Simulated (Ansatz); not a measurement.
A series in volume scale on Zn

Results calculated with Ansatz 0.2.0, not measured. Free energy against uniform scaling of the volume at fixed shape and fractions; periodic cell, basis, potentials, k mesh and filling as listed.

The cell before it is scaled or strained (space group Fm-3m, No. 225):
```
CELL_PARAMETERS angstrom
0.00000 1.96480 1.96480
1.96480 0.00000 1.96480
1.96480 1.96480 0.00000
ATOMIC_POSITIONS crystal
Zn 0.00000 0.00000 0.00000
```

Settings of every row: functional LDA; dispersion none; potentials all-electron LAPW; k mesh 13x13x13; k shift 0x0x0; occupations fermi dirac; smearing width 0.1 eV; spin none; basis error target 0.001 eV/atom.

Limits: coarse k mesh, up to 40 meV an atom off; minimum outside the range; the cell comes from a prototype or a list of computed structures and needn't be the stable phase.

```
row  volume scale  V (Å³/atom)  energy above lowest point (meV/atom)
  1          0.94        14.26                                     0
  2          0.97       14.715                                  16.3
  3             1        15.17                                  38.2
  4          1.03       15.625                                     ?
  5          1.06        16.08                                    94
```

Question: what energy above lowest point should row 4 give?

Worked fit of energy above lowest point. Take u = (V_r/V)^(2/3) − 1 with V_r = 14.942 Å³ an atom, which is twice the finite (Eulerian) strain; such expansions in the strain, on which the Birch-Murnaghan equation of state is built, carry the rest volume and the bulk modulus. The shown rows have u = 0.03164, 0.01026, -0.01005, -0.04776. Least squares give energy above lowest point = 26.64 − 1069.4 × u + 7148 × u² meV/atom; a straight line predicts inner rows, each left out in turn, worse (root mean square 7.1 against 0.24 meV/atom). The rows lie off it by 0.0, -0.1, 0.1, 0.0. The withheld row has u = -0.02936, so the fit gives 26.64 − 1069.4 × (-0.02936) + 7148 × (-0.02936)² = 64.2 meV/atom.

The calculation gave 64.4 meV/atom. The fit lies 0.2 meV/atom (0.21 % of the column's range) below it; its largest miss of a shown row is 0.1 meV/atom.
